How the tension of GaAs grows as the crystal is stretched

If a crystal is pulled equally from all sides, its bonds lengthen and it pulls back. The table follows gallium arsenide through such a stretch, calculated with the r2SCAN functional. A negative pressure is a tension: released, the cell would shrink. The volume is given per atom, and the shortest distance is the length of a Ga–As bond.

Ansatz 0.2.0, density functional theory with r2SCAN for GaAs (space group F-43m, two-atom cell) under equal strain along all edges. Plane waves with PAW potentials, cutoff 500 eV, 8×8×8 k mesh, Fermi–Dirac smearing of width 0.02 eV, no spin polarisation or spin–orbit coupling. Pressure is positive in compression.

```
volume (Å³/atom)  shortest distance (Å)  pressure (GPa)
          23.778                  2.490          -2.910
          24.131                  2.503          -3.750
          24.388                  2.511          -4.310
          24.848                  2.527          -5.230
          25.190                  2.539               ?
          25.579                  2.552               ?
```

(a) The first of these cells is stretched by 1.5 % along each edge, the fourth by 3.0 %. Is the tension of the fourth twice that of the first, and what decides this?

Solution. It is not: the tension rises from 2.91 to 5.23 GPa, a factor of 1.80. The crystal softens as it is stretched. Its bulk modulus, the pressure change per relative change of volume, falls from 57 GPa between the first two rows to 49 GPa between the third and fourth.

The physical picture starts from the bond. Close to its rest length it acts like a spring, and twice the stretch gives twice the pull. At the rest length itself, attraction and repulsion between the atoms balance. A stretch weakens both, but the repulsion reaches less far and fades faster, so a net pull appears. The further the stretch goes, the less repulsion is left to lose, while the attraction keeps fading. Each additional bit of stretch therefore adds less pull than the one before. That is the standard account of a chemical bond; the table shows the softening, not its cause.

Geometry takes a smaller share. Tension is force per area, and the area grows by 3 % between the first and the fourth row. The force itself therefore grows by a factor of 1.80 × 1.03 = 1.85, still about 7 % short of doubling. This shortfall is what the fading bond has to explain.

(b) Forecast the pressure at the two larger volumes. Bear in mind that the same calculations give a band gap that shrinks from 0.61 eV in the first row to 0.27 eV in the fourth.

Solution. Let y be the edge of the cell divided by its unstrained length, so that y − 1 is the strain. A pull that grows with strain but fades exponentially means that the energy E per atom rises as

dE/dy = 9 B V₀ (y − 1) exp[−s (y − 1)]

Here V₀ = 23.778/1.015³ = 22.74 Å³ is the unstrained volume per atom, found from the 1.5 % strain of the first row. B is the bulk modulus at that volume, and s is the rate of fading. Pressure is minus the slope of energy against volume. Since V = V₀ y³, a small step in y changes the volume by 3 V₀ y² dy, and division gives the Vinet equation:

P = −3 B (y − 1)/y² × exp[−s (y − 1)]

A least-squares fit to the four known pressures gives B = 72.1 GPa and s = 5.22, and it meets each of them within 0.004 GPa. The two constants can partly make up for each other, so it is the curve that counts. For the largest volume, which took no part in the fit, y = (25.579/22.74)^(1/3) = 1.040, and

P = −3 × 72.1 × 0.040/1.040² × exp(−5.22 × 0.040) ≈ −6.49 GPa

The same steps give −5.85 GPa for the other cell. The Birch–Murnaghan equation, another common curve with two constants, agrees with both values within 0.01 GPa when fitted to the same rows.

The band gap calls for a correction. Stretching lowers the conduction level at Γ, the centre of the Brillouin zone, towards the top of the valence band. Continued in proportion to the logarithm of the volume, the gap comes down to about 0.17 eV and then to 0.05 eV. The calculation fills its levels with a thermal-like smearing of 0.02 eV, so in the last cell some electrons should be lifted across the gap. Because a larger volume makes their lifting cheaper, these electrons push the crystal outward and reduce its tension.

The number of lifted electrons follows from charge balance. One conduction level with two places must hold as many electrons as are missing from three valence levels with six places. If the conduction level lies a smearing widths above the Fermi level and the valence levels b widths below it, then

2/(1 + eᵃ) = 6/(1 + eᵇ), with a + b = 0.0505/0.02 ≈ 2.53

This gives a ≈ 0.55 and 0.73 electrons at Γ. But Γ is only one of the 8 × 8 × 8 = 512 points that represent the bands, so its share per cell is 0.73/512 = 0.0014 electrons.

The gap falls by 7.6 eV per unit of ln V, and the two-atom cell has a volume of 2 × 25.579 = 51.2 Å³. The outward push is therefore

0.0014 × 7.6 eV/51.2 Å³ ≈ 0.0002 eV/Å³ ≈ 0.03 GPa

In the smaller of the two cells, with its wider gap, the same estimate gives only 0.002 GPa.

The forecasts are thus −5.85 ± 0.02 GPa at 25.190 Å³ per atom and −6.46 ± 0.04 GPa at 25.579 Å³ per atom. Up to the largest volume here, the tension should keep growing, but at a falling rate. The ranges are a judgement that allows for rounding, the form of the curve and the uncertain gap. The correction fits inside the wider range, so a hit there will not prove it.

(c) Here are the calculated values. Which parts of the reasoning do they support?

The withheld rows as computed:

```
volume (Å³/atom)  shortest distance (Å)  pressure (GPa)
          25.190                  2.539          -5.840
          25.579                  2.552          -6.450
```

Solution. Both forecasts hold, and each gives about 0.01 GPa too much tension. The softening continues as expected: the tension grows by 0.92 GPa over 0.46 Å³ per atom between the third and fourth rows, but by only 0.61 GPa over 0.39 Å³ between the last two. Someone who had carried on the earlier slope in a straight line would have expected −6.69 GPa for the last cell, an excess tension of 0.24 GPa. A stiffness taken at small stretch thus overstates the tension at larger stretch.

The smearing correction can be tested more directly, because the calculation also prints its levels. In the last cell the Fermi level lies 0.014 eV below the conduction level and 0.041 eV above the top of the valence band. That means 0.67 electrons at Γ, close to the forecast of 0.73. So electrons really are lifted in this calculation, and they must push outward.

The pressures fit this: without the correction, the curve would miss the last value by 0.04 GPa instead of 0.01 GPa. The exact size of the push remains an estimate, since the curve alone is already off by 0.01 GPa in the cell before, where smearing hardly matters. Repeating the last cell with a smaller smearing width would measure it.

This push belongs mostly to the settings and not to gallium arsenide. The conduction band rises steeply away from Γ, so a finer mesh would give the low-lying states far less weight. The gap is uncertain too, because functionals of this kind usually make it too small and spin–orbit coupling is left out. The volume at which it nearly closes should therefore not be carried over to the real crystal. The pressures themselves can be checked against the total energies: between the third and fourth rows the energies give a mean tension of 4.78 GPa, and the listed pressures average 4.77 GPa.
